**Spherical PBE gives gadolinium the wrong ground configuration**

Spin-polarised, scalar-relativistic PBE with spherical densities puts $4f^8 6s^2$ 0.286 eV below $4f^7 5d\,6s^2$, the known ground configuration of Gd. In nature the $4f^8$ state lies roughly 1.4 eV above it (a rough, recalled value), so the $5d \to 4f$ transfer is too cheap by about 1.7 eV. A second fault needs no experiment to be seen: the energy is strongly curved in a fractional $f$–$d$ transfer, and the lowest PBE state is probably none of the rows.

All-electron Kohn-Sham calculations with radks 1 (radial solver with Libxc) for configurations of the neutral Gd atom, using the PBE functional, scalar-relativistic and spin-polarised, with spherical densities and a point nucleus. Energies in the second column are differences of self-consistent total energies; [Xe] denotes the closed shells of xenon.

```
                                 configuration  energy above the lowest configuration listed (eV)  highest eigenvalue (eV)  highest level  shift of ε(1s) against [Xe] (4f up)7 (5d up)1 6s2 (eV)
                  [Xe] (4f up)7 (4f down)1 6s2                                              0.000                  -0.2397        4f down                                                  5.9498
                    [Xe] (4f up)7 (5d up)1 6s2                                              0.286                      n/a            n/a                                                     n/a
[Xe] (4f up)7 (5d up)1.5 (6s up)1 (6s down)0.5                                              0.633                  -2.5608          5d up                                                 0.88508
               [Xe] (4f up)7 (5d up)2 (6s up)1                                              0.849                  -2.1829          5d up                                                  1.7106
                    [Xe] (4f up)7 6s2 (6p up)1                                              2.319                  -2.4427          6p up                                                 -3.2435
                        [Xe] (4f up)7 (5d up)3                                              2.825                  -1.5767          5d up                                                  2.7745
                [Xe] (4f up)6.5 (5d up)1.5 6s2                                              4.699                  -3.5668          5d up                                                 -3.6308
                    [Xe] (4f up)6 (5d up)2 6s2                                             10.448                  -3.8738        6s down                                                 -7.4371
```

Up and down are the majority and minority spin. The highest level is the least bound filled orbital, $\varepsilon$ an orbital eigenvalue, and $\varepsilon(1s)$ a probe of the electrostatic potential near the nucleus. Below, energies are counted from $4f^7 5d\,6s^2$, called the reference; levels, radii and Slater integrals not in the table are results of the same runs.

**What a fractional transfer should cost**

Let $x$ electrons move from level $a$ to level $b$. Janak's theorem makes the slope an eigenvalue difference, $dE/dx = \varepsilon_b - \varepsilon_a$. An atom with half an electron moved stands for a mixture of atoms in the two integer configurations, and the energy of a mixture lies on the chord between them. Interaction between the two configurations could bend the line, but symmetry forbids it here: an $f$–$d$ transfer changes the parity, and $6s$ down $\to 5d$ up changes the total spin from 4 to 5. The straight line is thus an argued standard. It is on firm ground for the lowest state of each symmetry and is taken by analogy for a high configuration such as $4f^6 5d^2 6s^2$.

A density functional sees an averaged cloud. With frozen orbitals the Hartree energy is $\tfrac12 F^0_{aa} n_a^2 + \tfrac12 F^0_{bb} n_b^2 + F^0_{ab} n_a n_b$, where $F^0$ is the Coulomb integral between spherical shells. With $n_a$ falling and $n_b$ rising by $x$, the curvature is

$$\kappa = \frac{d^2E}{dx^2} = F^0_{aa} + F^0_{bb} - 2F^0_{ab},$$

the repulsion of the moved charge $\rho_b - \rho_a$ with itself. For constant $\kappa$ the midpoint lies $\kappa/8$ below the chord. If the two orbitals have the same shape, $\kappa$ vanishes; if one is compact and the other far out, $\kappa$ tends to the self-repulsion of the compact one. The integrals of the $4f^{6.5}5d^{1.5}$ run give 14.6 eV for $f$–$d$, about half of the 30.5 eV self-repulsion of $4f$ and so between the two limits, and 1.3 eV for $s$–$d$, near the first.

**What the half-way rows show**

Along $4f$ up $\to 5d$ up the end point costs $10.448 - 0.286 = 10.162$ eV, so the chord passes 5.081 eV at the midpoint. The run gives 4.413 eV, 0.668 eV lower. The eigenvalues tell the same story independently of the total energies: the slope climbs from 7.49 to 12.83 eV, so $\kappa = 5.34$ eV and $\kappa/8 = 0.667$ eV.

Only 36 % of the frozen Hartree curvature survives, since exchange-correlation cancels some of it and the other shells relax. The $1s$ shift shows how strong the relaxation is. Moving an electron outside the $1s$ shell changes the potential at the nucleus by the change in $\langle 1/r\rangle$, which for frozen $4f$ and $5d$ orbitals predicts $-28.4$ eV; the table has $-7.44$ eV. Over the four one-electron transfers from the reference the ratio lies between 0.22 and 0.50, and it is smallest for the two that involve $4f$. The minority levels divide the loss roughly. Empty $4f$ down and $5d$ down feel the relaxed Coulomb field but no exchange with the moved majority electron, and their gap grows by 6.11 eV along the path, only 0.78 eV more than the majority $\kappa$. Relaxation thus appears to account for most of the 9.3 eV lost from the frozen value. The difference between the two gaps is no clean measure of same-spin exchange, because the $4f$ shell contracts along the path, which strengthens its exchange while its population falls. That the surviving curvature is uncancelled self-repulsion is an argued interpretation; the numbers show its sign, and that it is smaller than the Hartree value.

The $6s$ down $\to 5d$ up path bends the other way and ten times less: the midpoint, 0.347 eV, is 0.066 eV above the chord to 0.563 eV. The frozen Hartree term alone would give a sag, so the bulge needs a negative contribution, and exchange can supply it. Local exchange goes as $-\rho_\sigma^{4/3}$ in each spin density $\rho_\sigma$ and is concave. The Hartree term sees only the difference of two diffuse clouds, whereas exchange sees a $5d$ cloud added to one spin and a $6s$ cloud taken from the other, with no cancellation between them. The levels of the first half bear this out: averaged over spin, the $5d$ and $6s$ shifts give $\kappa = +0.40$ eV, and the change of their spin splittings adds $-0.85$ eV. The path is not a clean parabola: the energies imply $\kappa = -0.52$ eV and the slopes of its first half $-0.45$ eV.

Janak's theorem itself holds only approximately, because the scalar-relativistic density keeps the large components alone. A parabola through the three slopes of the $f \to d$ path integrates to 10.113 eV, which is 0.049 eV (0.5 %) short of the total-energy difference. That is well above the 0.001 eV digit of the table and agrees with the known defect, though some quadrature error may be in it. It limits slope arguments to about 0.05 eV per $f$ electron.

**The state below all rows**

In the reference the empty $4f$ down level, at $-5.024$ eV, lies under the filled $5d$ up level at $-2.954$ eV. Empty $4f$ down lies 0.5 to 8.0 eV below the highest filled level in all seven runs that leave it empty. For deliberately excited rows a hole below a filled level is natural; for the true ground configuration it means that PBE would lower its energy by draining $5d$ into $4f$. Once filled, the level rises by 4.8 eV to $-0.24$ eV. An orbital with a mean radius of only about 1 bohr that is far less bound than the highest level of any other row is the plainest warning sign in the table.

A parabola $E = s_0 x + c x^2$ locates the minimum. The starting slope is $s_0 = -5.024 + 2.954 = -2.070$ eV. The end point $E(1) = -0.286$ eV fixes $c = -0.286 + 2.070 = 1.784$ eV. The minimum falls at $x = 2.070/(2 \times 1.784) = 0.58$, with $E = -s_0^2/4c = -0.60$ eV, which is 0.31 eV below the lowest row. Two inputs fix two constants, so nothing is fitted, and no run lies on this path to test it.

The recipe can be tried where midpoints exist and were not used: it gives 4.414 against 4.413 eV for $f \to d$ and 0.341 against 0.347 eV for $s \to d$. The first agreement is partly luck, as the Janak integral misses that midpoint by 0.024 eV. Shifting $s_0$ by the Janak defect, or using a cubic whose end slope comes from extrapolating $\varepsilon(5d\ \text{up})$ along the $f$–$d$ runs (to between $-1.74$ and $-1.54$ eV), keeps $x$ at 0.57 to 0.58 and the depth at 0.29 to 0.33 eV. The cubic rests on an extrapolated level, but a minimum below both end points needs only that empty $5d$ up lies below $-0.24$ eV in $4f^8 6s^2$.

**Why the integer order is wrong**

Curvature alone does not misorder the end points: an error of the form $x(1-x)$ vanishes at both. The cause has to be sought among the things left out and in the functional.

Unresolved terms do not explain it. One majority-spin $d$ electron on the spherical high-spin $f^7$ shell gives only $^9D$, and one minority $f$ electron only $^7F$. Terms do matter for the $4f^7 5d^2 6s$ and $4f^7 5d^3$ rows, where the high-spin P term lies $15B$ above the F term, with $B = F^2/49 - 5F^4/441$, and carries 30 % of the weight. The average is then $4.5B$ above F, or 0.22 eV with the unscreened integrals of the $5d^3$ run. In the $4f^6 5d^2 6s^2$ row the open $f$ and $d$ shells also couple to each other, so its average covers many more terms.

Spin-orbit coupling works in the wrong direction. The Landé rule lowers $^7F_6$ by $\tfrac32\zeta_{4f}$ and $^9D_2$ by $\tfrac54\zeta_{5d}$, and the constant $\zeta$ is larger for the compact $4f$ shell (roughly 0.2 eV, recalled). Including it would favour $4f^8$ further, by tenths of an eV at most.

What remains is PBE together with the spherical constraint, which spreads the minority $4f$ electron evenly over seven orbitals and the $5d$ electron of the reference over five. The table cannot separate the two. One argued reading is that semilocal exchange overrates the exchange between a compact valence orbital and the core shells that share its region of space, because it sees the density and not the angular nodes that reduce the true exchange integrals. This favours $f$ over $d$ and $d$ over $s$. The $s \to d$ cost of 0.563 eV, against roughly 0.8 eV for the lowest $4f^7 5d^2 6s$ level (rough, recalled), has the matching sign. With one functional at hand this remains a plausible attribution, not a demonstration. For neighbouring lanthanides, where $f^n d$ and $f^{n+1}$ compete, the same bias towards $f$ filling is a reasonable guess, and it matters wherever the true gap is no more than an eV or two.

**In practice**

Occupations should be fixed by hand and reported; filling by aufbau would drift towards a mixed $4f/5d$ state or oscillate between the end points. The lowest row is not evidence for the ground configuration.

Eigenvalue differences of one configuration are poor promotion energies when $4f$ is involved. From the reference they give 7.49 eV for a transfer that costs 10.16 eV and $-2.07$ eV for one that costs $-0.29$ eV. Midpoint slopes do far better on both paths that have one: 10.09 against 10.16 eV, and 0.578 against 0.563 eV. They reproduce the PBE energy difference, not nature.

The same holds for the second difference across the half-filled shell. The sum $E(f^6d^2) + E(f^8) - 2E(f^7d) = 9.876$ eV splits, as an identity, into the 5.423 eV exchange splitting of the $4f$ levels and curvature terms of 2.669 and 1.784 eV, so the splitting alone understates the sum by nearly half. Only the splitting is special to half filling; curvature terms of this kind arise in an $f$–$d$ transfer at any filling.

One extra run at half transfer measures the curvature: a sag below the chord means that fractional occupations are spuriously favoured, as on the $f$–$d$ path here, while the $s$–$d$ path bulges instead. It does not certify the integer energies, which need a term- and spin-orbit-resolved reference.
